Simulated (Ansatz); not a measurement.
# Collinear magnetic orders of LaFe2Ge2 (I4/mmm) with PBEsol: energies against neighbour sums in three shells

In LaFe2Ge2 the iron atoms form square layers, each atom bonded to four germanium atoms, with lanthanum between the iron–germanium slabs. The Fe 3d states form metallic bands and also carry the spin moments, so magnetic order depends on contacts within a layer and on weaker links between layers. The question is which collinear order is lowest, and whether pair couplings over three shells of neighbours reproduce the energies. Such couplings are the usual input to estimates of ordering temperatures and spin-wave energies in magnetic materials, and are useful only if they carry over from one order to another. The energies are PBEsol values at fixed atomic positions, per Fe atom, measured from the parallel order; a positive value means less stable.

## How the numbers were made

One system, LaFe2Ge2 (I4/mmm), 5 atom(s) a primitive cell, from cells of the Materials Project database (relaxed there by DFT). Ansatz 0.2.0, plane waves with the earlier PAW datasets of its set soft_1, cutoff 420 eV, Fermi-Dirac smearing of 0.1 eV, k meshes whose coarsest spacing along a reciprocal vector is 0.16 to 0.22 1/Å over all runs (2π included). Functional: PBEsol, no Hubbard U; collinear spins, no spin-orbit coupling. Atoms are fixed. Each order is started from typed moments on Fe, in the primitive cell or in a cell doubled at wavevector q (fractions of the primitive reciprocal vectors), on meshes of about the same density or denser; only runs that kept their pattern of signs are listed. Runs that did not converge or carry a known fault are not listed. The same in all rows: metal or insulator in the row's run, judged by its smearing entropy or density of states at the Fermi energy (a gap under a few smearing widths counts as a metal): metal.

Notes on method and selection:

- In a Heisenberg model with E = -sum over ordered pairs of J e_i.e_j, the energy per magnetic atom is E0 less the sum over shells of J times the listed sum; further shells and changes of moment size are outside it.
- Each state is what a run reaches from typed starting moments; only a few collinear orders were started, so the lowest found need not be the ground state. Spin-orbit coupling is left out of these energies, which are free energies at the smearing width. A magnetic atom is one that was given a starting moment.
- Site moments count the spin inside each program's own atomic sphere, so they depend somewhat on its radius and leave out the spin between the spheres.
- Ansatz's own search for a lower self-consistent state was switched off in these runs, so a run may rest in a state that is not the lowest for its pattern of moments.
- The shell on the horizontal axis is the one of the three whose sum correlates best with the energies.
- Runs that did not converge, have known faults or may not be shown are not listed, and runs on Ansatz's PAW sets soft_1 and soft_2 are kept to separate tables.

Columns:

- shell at 2.89 Å: sum of e_i.e_j over the 4 Fe neighbours at 2.89 Å, mean over magnetic atoms (+1 parallel, -1 opposed).
- shell at 4.08 Å: sum of e_i.e_j over the 4 Fe neighbours at 4.08 Å, mean over magnetic atoms (+1 parallel, -1 opposed).
- shell at 5.48 Å: sum of e_i.e_j over the 2 Fe neighbours at 5.48 Å, mean over magnetic atoms (+1 parallel, -1 opposed).
- moment (μB): largest site spin moment.
- net moment (μB): size of the net spin moment per magnetic atom.
- energy (meV): energy less that of the parallel order, per magnetic atom.

Input lines of one member:

```
magnetization:
  spin_polarized: true
kpoints:
  mp_grid: { grid: [14, 14, 14] }
hamiltonian:
  xc: pbesol
  pseudopotentials: { kind: paw, azcp: { folder: soft_1 }, xc_functional: pbe }
scf:
  occupations: { method: fermi_dirac, width: 0.1 }
  lower_state_search: "off"
output:
  write_density: true
  write_potential: true
  elf: true
  volumetric_format: npy
```

Command (options for logging and memory left out): `ansatz run input.yaml`

## Computed values

| member | shell at 2.89 Å | shell at 4.08 Å | shell at 5.48 Å | moment (μB) | net moment (μB) | energy (meV) |
| --- | --- | --- | --- | --- | --- | --- |
| opposed q=(1/2,1/2,1/2) +--+ | −4 | 4 | 2 | 2.14 | 0.00 | 12.9 |
| opposed +- | −4 | 4 | −2 | 2.01 | 0.00 | 61.3 |
| opposed q=(0,1/2,0) +-+- | 0 | 0 | 0 | 2.05 | 0.00 | ? |
| parallel ++ | 4 | 4 | 2 | 2.33 | 2.31 | 0.0 |
| opposed q=(1/2,1/2,1/2) +-+- | 4 | 4 | −2 | 2.26 | 0.00 | 6.5 |

Cells marked ? are withheld until the estimate has been made.

## Mechanism

The parallel order is the lowest of the four whose energies are shown. Turning alternate layers over, with each layer still parallel inside, costs 6.5 meV. The highest order, at 61.3 meV, has opposed neighbours both within the layer and along the stacking direction.

These four orders combine two choices: nearest neighbours in the layer parallel or opposed, and atoms directly above one another parallel or opposed. A model with only the three tabulated shells requires the two costs to add. Reversing the nearest neighbours costs 12.9 meV when the stacking is parallel, but 61.3 − 6.5 = 54.8 meV when it is opposed. Adding the two single costs gives 12.9 + 6.5 = 19.4 meV for the highest order, which is 61.3 − 19.4 = 41.9 meV too low. The signs favour parallel alignment in both shells, but the sizes do not carry over from one order to another. The second shell cannot repair this, because its sum is 4 in all four orders and its coupling drops out of every difference.

Two physical causes are possible. The first is a further shell: each Fe has eight diagonal neighbours in the adjacent layers, at √(2.89² + 5.48²) = 6.20 Å. Their sum is +8 in the parallel order and in the highest one, and −8 in the other two. A coupling of −(61.3 + 0.0 − 12.9 − 6.5) / (4 × 8) = −1.31 meV, favouring opposed spins, would absorb the whole mismatch, but with one constant fitted to one discrepancy this is no test.

The second is the itinerant character of the moments. The site moment falls from 2.33 μB in the parallel order to 2.01 μB in the highest one, whereas the pair model assumes moments of fixed size. In a metal, reversing neighbours changes the band widths and the exchange splitting together, so the cost of one reversal can depend on the others.

## Estimating the withheld member

Plain estimates from the members shown:

- opposed q=(0,1/2,0) +-+-, mean of the 4 members shown: 20.2 meV, standard deviation 24

In the withheld order all three sums are zero: parallel and opposed neighbours balance in every tabulated shell. The four known orders, taken together, have mean sums of 0, 4 and 0. In the pair model their mean energy therefore differs from that of the withheld order only through the second shell:

E = (12.9 + 61.3 + 0.0 + 6.5) / 4 + 4 J₂ = 20.2 meV + 4 J₂

The diagonal shell at 6.20 Å also balances, both in the mean and in the withheld order, so the mismatch found above does not by itself shift this estimate. No shown energy fixes J₂, and no shift is applied for it.

The moment of 2.05 μB points to a higher value. Among the four known orders the energy rises as the moment falls, and a straight line through them gives about 45 meV at 2.05 μB. With each order left out in turn, however, that line misses by about 24 meV (root mean square), against 32 meV for the mean of the others. With four points this is not a clear gain, so the mean is kept, though an error on the low side is the likelier one.

The error bar is the standard deviation of the four energies, 24 meV. The estimate therefore does not settle whether this order lies above or below the parallel one.

**Committed estimate, opposed q=(0,1/2,0) +-+-: energy = 20 ± 24 meV.**

## Outcome

| member | shell at 2.89 Å | shell at 4.08 Å | shell at 5.48 Å | moment (μB) | net moment (μB) | energy (meV) |
| --- | --- | --- | --- | --- | --- | --- |
| opposed q=(0,1/2,0) +-+- | 0 | 0 | 0 | 2.05 | 0.00 | 10.6 |

| member | estimate | energy (meV) | computed | estimate − computed | miss in error bars |
| --- | --- | --- | --- | --- | --- |
| opposed q=(0,1/2,0) +-+- | committed | 20.0 | 10.6 | +9.4 | 0.4 |
| opposed q=(0,1/2,0) +-+- | mean | 20.2 | 10.6 | +9.6 |  |

The computed energy is 10.6 meV above the parallel order. The estimate of 20 ± 24 meV was 9.4 meV too high, or 0.4 error bars. It was the rounded mean of the other four orders, so it did no better than that plain estimate, and with so wide an error bar the agreement is a weak test.

The argument from the moment failed. The line through the four known orders gave about 45 meV, and an error on the low side was called the likelier one; the computed value lies on the other side. The order at 2.05 μB is even slightly lower in energy than the one at 2.14 μB, so a smaller moment does not by itself mean a higher energy.

Within the three-shell model the difference from the mean gives J₂ = (10.6 − 20.2) / 4 = −2.4 meV, which favours opposed spins at 4.08 Å. This number is not a clean second-shell coupling. The next shell within the layer, at 2 × 2.89 = 5.78 Å, also changes, from a sum of +4 in the other four orders to −4 here. The estimate had overlooked that shell, and its coupling is mixed into J₂.

## Where the trend breaks

The order with opposed neighbours both within the layer and along the stacking direction stands apart. At the smearing used, it lies 61.3 − 12.9 = 48.4 meV above the next highest, and the other four fall within 12.9 meV of one another. Extrapolated to zero smearing, those four spread much more widely, but this order still lies well above them. Opposed neighbours in both shells explain why it is highest, but not the size of the gap, since the two separate costs add to only 19.4 meV.

An opposed coupling between diagonal neighbours in adjacent layers has the right sign to supply the rest. So does a change of the metallic bands that makes one reversal dearer once the other has been made. Two simpler explanations fall short. The site moment is smallest here, 2.01 μB, yet the order at 2.05 μB costs only 10.6 meV. The small induced moment on germanium practically vanishes in this order, but it also does so in the order at 12.9 meV, so its loss cannot account for the large cost.

A numerical cause is possible too: with the search for a lower state switched off, this run may have stopped above the lowest state of its pattern. The size of the gap gives reason for the doubt. This order differs from the one at 12.9 meV only in how the layers are stacked, yet the change costs 48.4 meV, against 6.5 meV between parallel layers. A second run from other starting moments would test it.

## Conclusions and limits

Among these five PBEsol states the parallel order is the lowest, by 6.5 meV per Fe atom over parallel layers stacked in opposition. Divided by Boltzmann's constant, 0.0862 meV/K, this is 6.5 / 0.0862 = 75 K, an energy scale for reversing the stacking and not an ordering temperature.

The sequence of the orders is firmer than the sizes of the costs. The smearing width of 0.1 eV corresponds to an electron temperature of 100 / 0.0862 = 1160 K, and the electronic entropy at that width lowers the orders with opposed nearest neighbours relative to the parallel one. Extrapolated to zero smearing, the five orders keep their sequence and the cost of reversing the stacking between parallel layers hardly changes. Each of the other three costs rises by more than the 6.5 meV between the two lowest orders.

Three shells account poorly for the energies. A least-squares fit uses four constants for five energies and still misses four of them by 41.9 / 4 = 10.5 meV. When any one of those four is left out, the model misses it by 41.9 meV, against about 30 meV (root mean square) for the mean of the remaining orders. Couplings from this fit should therefore not be used to predict another order. The mismatch is not produced by the smearing, since it is somewhat larger in the energies extrapolated to zero width. It depends heavily on the order at 61.3 meV, and would shrink if a lower state of that pattern were found.

The most serious limit concerns the moments themselves. The opening took it as given that iron carries moments in this compound, but that describes the calculation and not the material: in measurements on LaFe2Ge2 the iron shows no ordered moment. PBEsol gives more than 2 μB per Fe in every order listed. Spin fluctuations are a likely reason for the disagreement, since semilocal functionals leave them out and so tend to overstate ordered moments in itinerant iron compounds. A state without moments was left out of the comparison, so the table does not show what forming the moments gains or costs. The energies therefore rank magnetic states within PBEsol, and do not predict that LaFe2Ge2 orders with parallel spins.

[Logs are printed without paths, hosts, clocks, repeated set-up lines and the standing remarks that a program may print on its own settings, such as how far it seeks lower states.]
